# Three hidden levels at the zone centre

## Question

A G0W0 calculation corrects the Kohn-Sham levels of a rocksalt-like crystal, MgCdSe₂, one state at a time. In the table, v1 is the top filled band and v2 the one below it; c1 is the lowest empty band and c2 the next. The columns a, b and c give the k point, and (0,0,0) is Γ. Kohn-Sham levels are counted from the highest Kohn-Sham valence level on the mesh, and quasiparticle levels from the highest quasiparticle one.

MgCdSe2, ordered alloy on the rocksalt lattice (R-3m, conventional a = 3.951 Å, c = 19.353 Å), relaxed with r2SCAN. One-shot G0W0 on r2SCAN with Ansatz 0.2.0, plane-wave PAW, no spin polarisation, cutoff 500 eV, screening cutoff 140 eV, 328 empty bands, 4×4×4 k mesh. Kohn-Sham and quasiparticle levels are each counted from their own valence top on the mesh.

| band | a (fraction of the reciprocal vector) | b (fraction of the reciprocal vector) | c (fraction of the reciprocal vector) | kohn sham level (eV) | quasiparticle level (eV) | exchange less vxc (eV) | correlation (eV) |
| --- | --- | --- | --- | --- | --- | --- | --- |
| v2 | 0 | 0 | 0 | ? | ? | ? | ? |
| v1 | 0 | 0 | 0 | ? | ? | ? | ? |
| c1 | 0 | 0 | 0 | ? | ? | ? | ? |
| c2 | 0 | 0 | 0 | 4.074 | 4.511 | 3.923 | -3.973 |
| v2 | 0 | 0 | -0.5 | -1.367 | -1.441 | -2.623 | 2.063 |
| v1 | 0 | 0 | -0.5 | -1.071 | -1.135 | -2.655 | 2.104 |
| c1 | 0 | 0 | -0.5 | 2.896 | 3.538 | 4.142 | -3.986 |
| c2 | 0 | 0 | -0.5 | 3.781 | 4.237 | 3.900 | -3.931 |
| v2 | 0 | 0.25 | 0.25 | -0.267 | -0.283 | -2.325 | 1.822 |
| v1 | 0 | 0.25 | 0.25 | -0.213 | -0.202 | -2.159 | 1.684 |
| c1 | 0 | 0.25 | 0.25 | 3.142 | 3.752 | 4.086 | -3.962 |
| c2 | 0 | 0.25 | 0.25 | 4.303 | 4.768 | 3.959 | -3.980 |
| v2 | 0 | 0.25 | -0.25 | -2.293 | -2.384 | -2.965 | 2.387 |
| v1 | 0 | 0.25 | -0.25 | -0.309 | -0.307 | -2.249 | 1.764 |
| c1 | 0 | 0.25 | -0.25 | 3.737 | 4.442 | 4.281 | -4.063 |
| c2 | 0 | 0.25 | -0.25 | 5.129 | 5.603 | 4.088 | -4.101 |
| v2 | 0 | -0.5 | -0.5 | -0.265 | -0.276 | -2.354 | 1.855 |
| v1 | 0 | -0.5 | -0.5 | -0.213 | -0.198 | -2.211 | 1.738 |
| c1 | 0 | -0.5 | -0.5 | 1.147 | 1.674 | 3.594 | -3.555 |
| c2 | 0 | -0.5 | -0.5 | 4.035 | 4.462 | 3.820 | -3.879 |
| v2 | 0.25 | 0.25 | 0.25 | -0.087 | -0.093 | -2.306 | 1.813 |
| v1 | 0.25 | 0.25 | 0.25 | -0.087 | -0.093 | -2.306 | 1.813 |
| c1 | 0.25 | 0.25 | 0.25 | 3.136 | 3.703 | 3.926 | -3.845 |
| c2 | 0.25 | 0.25 | 0.25 | 4.192 | 4.643 | 3.980 | -4.016 |

Forecast v2, v1 and c1 at Γ, with error bars. Is one rigid correction of the gap enough?

## Model answer

The shift of a level is its quasiparticle level less its Kohn-Sham level. Two large terms make it up. The first, "exchange less vxc", replaces the exchange-correlation term of the starting functional by exact exchange. For a filled state, exact exchange removes the electron's repulsion from itself in full, which a semilocal functional does only in part, so the level falls. An empty state is also lowered by exact exchange, but by less than the semilocal functional had lowered it, so on balance it rises.

The second term, "correlation", is screening. An electron added to an empty level polarises its surroundings, and this lowers the level. A hole left in a filled level does the same, which makes removal of the electron cheaper and so raises that level. Screening thus works against the exchange term in every known row, and a small difference of two large numbers remains.

The level c1 at (0,-0.5,-0.5) shows how close the cancellation can be. Its two terms add up to 3.594 − 3.555 = 0.039 eV, yet the table lists it 0.527 eV higher than before. The difference comes from the zero: the valence top has itself fallen by 0.487 eV, and every level counted from it gains that amount. The same constant closes the sum in each known row, to within the last digit or two. How the opening divides between a falling top and a rising c1 is less certain than the opening itself, because absolute levels converge more slowly with the number of empty bands.

The remaining shift depends on the state in two ways. Exact exchange widens bands, and screening undoes only part of this, so a level far from the valence top tends to move further away from it. Energy alone does not settle the matter, however. Among the Kohn-Sham levels each known c2 lies above each known c1, yet c2 shifts by at most 0.474 eV and c1 by at least 0.527 eV. A likely reason, which the table does not test, is that the two bands are built from different orbitals.

The simple model therefore has a stretch proportional to the Kohn-Sham level and two constants, one for c1 and one for c2. Valence levels need no constant, because their top is the zero. Fitted to the 21 known rows, it gives a stretch of about 0.046 eV per eV and a typical miss of 0.02 eV.

To use it for c1 at Γ, we first need the Kohn-Sham level there. The nearest listed point on the threefold axis is (0.25,0.25,0.25), where c1 lies at 3.136 eV. A free electron with that wave vector has a kinetic energy $T$ = 0.226 eV, which leaves $x$ = 3.136 − 0.226 = 2.910 eV. The rest of the climb from Γ is put down to repulsion between c1 and a valence level at zero. With a coupling energy $P$ of roughly 15 eV, which is a rough guess and not a value computed for this crystal, the two-band formula gives

$$E_\Gamma = x-\frac{P\,T}{x} = 2.910-\frac{15\times 0.226}{2.910}\approx 1.75\ \text{eV}.$$

The forecasts for Γ are these.

- **v1** is taken to be the valence top, since no known level is at zero, and both its levels are then zero. The mesh also has points that the table does not list, so this is an assumption. The zero itself is only a convention, so the real test of the assumption is that the two terms of v1 add up to −0.487 ± 0.005 eV, with exchange less vxc near −2.3 and correlation near +1.8 eV, each ± 0.15 eV.
- **v2** is most likely degenerate with v1, as at (0.25,0.25,0.25). Its Kohn-Sham level is 0, with a range from −0.15 to 0 eV, and its shift is within 0.03 eV of the model.
- **c1** has a Kohn-Sham level of 1.75 ± 0.6 eV, probably above c1 at (0,-0.5,-0.5). Its shift is 0.56 ± 0.10 eV and its quasiparticle level 2.3 ± 0.7 eV.

The withheld rows as computed:

| band | a (fraction of the reciprocal vector) | b (fraction of the reciprocal vector) | c (fraction of the reciprocal vector) | kohn sham level (eV) | quasiparticle level (eV) | exchange less vxc (eV) | correlation (eV) |
| --- | --- | --- | --- | --- | --- | --- | --- |
| v2 | 0 | 0 | 0 | -0.291 | -0.315 | -2.308 | 1.797 |
| v1 | 0 | 0 | 0 | -0.291 | -0.315 | -2.308 | 1.797 |
| c1 | 0 | 0 | 0 | 2.035 | 2.551 | 3.832 | -3.803 |

## Remarks on the reasoning

The forecast for v1 fails. The level is not the valence top but lies about 0.29 eV below it. The run places the top at (-0.5,-0.5,-0.5), a mesh point outside the table, where the threefold axis through Γ meets the zone boundary. The listed v1 levels already climb along that axis, from −0.291 eV at Γ to −0.087 eV halfway. The two terms add up to −0.511 eV instead of −0.487 eV, well outside the narrow range. The sum rule itself survives: −0.511 + 0.487 = −0.024 eV is the shift that the table shows. What was wrong was the assumption about where the top lies.

The degeneracy of v2 with v1 was forecast correctly, but the level falls outside its range for the same reason. Its shift, by contrast, is within 0.011 eV of the model once the true Kohn-Sham level is put in. The model can correct a level whose position is known; it cannot find the top of the band.

Two simpler rocksalt crystals suggest what went wrong. In MgO the valence top is at Γ, and the answer treated the selenide in the same way. In CdO, filled Cd d levels push the oxygen p levels upwards, but inversion symmetry forbids this at Γ, so the top lies elsewhere. Cadmium may do the same here, although the table does not resolve the orbitals. The comparison goes no further than that, since half the cations are Mg and the doubled cell brings states from the old zone boundary to Γ, where some of them can mix with d levels. Symmetry alone therefore does not keep the top away from Γ in this crystal.

The place of the top is also less firm than the digits suggest. Spin-orbit coupling, which the calculation leaves out, typically splits Se p levels by a few tenths of an eV. That is as large as the distance of v1 at Γ from the top, and it would lift the degeneracy of v1 and v2. The top itself may shift in a similar way, however, so its place need not change.

For c1 the forecasts hold. Its Kohn-Sham level is 2.035 eV, 0.29 eV above the two-band estimate and inside a wide error bar. The shift is 0.516 eV, and the quasiparticle level lies 0.877 eV above that of c1 at (0,-0.5,-0.5), so the order of the two is as forecast. The two-band estimate, however, assumed a valence level at zero at Γ, and v1 shows that there is none. Symmetry also forbids the degenerate pair v1 and v2 to repel the single level c1 along the threefold axis, so any such push must come from another valence level. The agreement therefore does not confirm the simple picture.

Yet this success does not favour the more detailed model. With the true Kohn-Sham level put in, that model gives 0.575 eV, whereas a fit with one constant for both conduction bands gives 0.524 eV and comes closer. The level at Γ shifts less than any of the known c1 levels, although one of those lies lower in energy. The band number is therefore an imperfect stand-in for the make-up of a state. An s-like c1 at Γ could account for the difference, but that is a guess.

Is one rigid correction enough, then? Raising both conduction bands by 0.52 eV reproduces the known rows with a typical miss of 0.07 eV, but one c1 level is missed by 0.18 eV. That may do for a rough gap, but it blurs the spacing between conduction levels. The separate constants reduce the typical miss to about a third, even though they do worse for c1 at Γ; the printed analysis after this text compares both fits.

Neither correction turns these levels into measured gaps. The crystal is a built prototype whose stability was not tested. At these settings G0W0 gaps typically fall 6 to 9 % short of the basis limit, and the filled Cd d shell may lower them further. The gap on the mesh, from the valence top to c1 at (0,-0.5,-0.5), is about 1.7 eV; for a gap of that size the first error alone is 0.11 to 0.17 eV, about as large as the difference between the shifts of c1 and c2.

Output of the analysis:

```
fall of the valence top hidden by the zero, known rows (eV): 0.4868
smallest known c1 shift (eV): 0.527
largest known c1 shift (eV): 0.705
smallest known c2 shift (eV): 0.427
largest known c2 shift (eV): 0.474
most negative known valence shift (eV): -0.091
most positive known valence shift (eV): 0.015
own rise of c1 at (0,-0.5,-0.5) before the change of zero (eV): 0.039
forecast Kohn-Sham level of c1 at Gamma, error bar 0.6 (eV): 1.746
fit of shift on 21 rows: coefficient of ks 0.0459 +/- 0.0065, coefficient of f1 0.4812 +/- 0.021, coefficient of f2 0.2565 +/- 0.03; rms 0.0223, worst c1 0.0581, leave-one-out rms 0.0281
  rows outside the fit (model, value, miss): v2 -0.01336, -0.024, 0.0106; v1 -0.01336, -0.024, 0.0106; c1 0.5746, 0.516, 0.0586
rms miss of the known c1 shifts in this fit (eV): 0.03788
forecast shift of c1 at Gamma at the estimated level, error bar 0.10 (eV): 0.5613
forecast quasiparticle level of c1 at Gamma, error bar 0.7 (eV): 2.307
fit of shift on 21 rows: coefficient of ks -7.424e-05 +/- 0.017, coefficient of fc 0.524 +/- 0.066; rms 0.0715, worst c1 -0.181, leave-one-out rms 0.0813
  rows outside the fit (model, value, miss): v2 2.16e-05, -0.024, 0.024; v1 2.16e-05, -0.024, 0.024; c1 0.5238, 0.516, 0.00784
revealed: forecast less computed Kohn-Sham level of c1 at Gamma (eV): -0.2893
revealed: self-energy sum of v1 at Gamma, forecast was minus the fall (eV): -0.511
revealed: own rise of c1 at Gamma before the change of zero (eV): 0.029
revealed: quasiparticle c1 at Gamma less c1 at (0,-0.5,-0.5) (eV): 0.877
```
